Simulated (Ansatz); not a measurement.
**A vibration from a frozen displacement in Al$_{3}$GaN$_{4}$**

All numbers below come from DFT r2SCAN, scalar-relativistic, plane waves, PAW (Ansatz 0.2.0). Cutoff 500 eV, Γ-centred 6×8×4 k-points, Gaussian smearing of 0.05 eV. No spin polarisation. Energies are free energies at this smearing, counted from the undisturbed cell; pressure is positive in compression.

The starting cell (relaxed at this level; it needn't be the usual structure):

```
CELL_PARAMETERS angstrom
5.03808 0.00000 0.00006
0.00000 3.12495 0.00000
-0.00329 0.00000 5.41039
ATOMIC_POSITIONS crystal
Al 0.50022 0.50000 0.16726
Al 0.00067 0.50000 0.83490
Al 0.00100 0.00000 0.33164
Ga 0.49949 0.00000 0.66620
N 0.11071 0.00000 0.66632
N 0.12268 0.50000 0.16713
N 0.62541 0.50000 0.84068
N 0.62341 0.00000 0.32586
```

Every Ga atom is moved by x along the Cartesian unit vector (0.707, -0.707, 0.000); the cell and all other atoms stay fixed. The cell's volume is 85.18 Å³; the moved atoms weigh 69.723 u together and the others 136.973 u.

| x (Å) | ΔE (meV/cell) | total force on the moved atoms along the move (eV/Å) | pressure (GPa) |
| --- | --- | --- | --- |
| -0.3000 | 723.88 | 4.7922 | 2.5839 |
| -0.2250 | 408.91 | 3.6072 | 1.4655 |
| -0.1500 | 182.83 | 2.4206 | 0.6487 |
| -0.0750 | 46.08 | 1.2230 | 0.1553 |
| 0.0000 | 0.00 | 0.0001 | 0.0071 |
| 0.0750 | 47.16 | -1.2669 | 0.2268 |
| 0.1500 | 191.72 | -2.6015 | 0.8387 |
| 0.2250 | 439.77 | -4.0314 | 1.8693 |
| 0.2625 | 605.10 | -4.7918 | 2.5507 |
| 0.3000 | 799.60 | -5.5877 | 3.3477 |

Problem. What frequency belongs to this motion?

Solution. The force constant is k = −dF/dx = 16.600 eV/Å², from the parabola through x = -0.0750, 0 and 0.0750. In every cell the moved atoms swing against the rest, so the mass is μ = m₁m₂/(m₁ + m₂) = 46.204 u, and ν̃ = 521.5 cm⁻¹ × √(|k|/μ) = 313 cm⁻¹. The pattern needn't be a normal mode: ν̃² is then a weighted mean of the squared nonzero frequencies at the zone centre of this cell, taken without macroscopic field, so it lies between the lowest and the highest of them.

Problem. How far does the harmonic law reach?

Solution. At x = -0.300 Å, kx²/2 = 746.98 meV against the computed 723.88 meV (-3.1 %): the well is still close to harmonic there.

The well is harmonic near its minimum but lopsided: at 0.3000 Å the energy is 799.60 meV, against 723.88 meV at -0.3000 Å, and the restoring force shows the same imbalance. The small error of the harmonic law on the negative side therefore understates the anharmonicity, since there the odd terms soften the well while the even ones stiffen it, and the two partly cancel.

The geometry suggests why. Ga sits in a tetrahedron of N, which has no inversion centre, so opposite displacements are not equivalent. The positive move drives Ga more nearly head-on into one Ga–N bond, where short-range repulsion rises steeply; the negative move shortens its closest contact less.

Pressure rises for both signs of the displacement, so the cell would tend to expand if released, and this motion probably stiffens under compression. The scan doesn't fix the anharmonic shift of a real phonon, which also depends on coupling to the other modes.
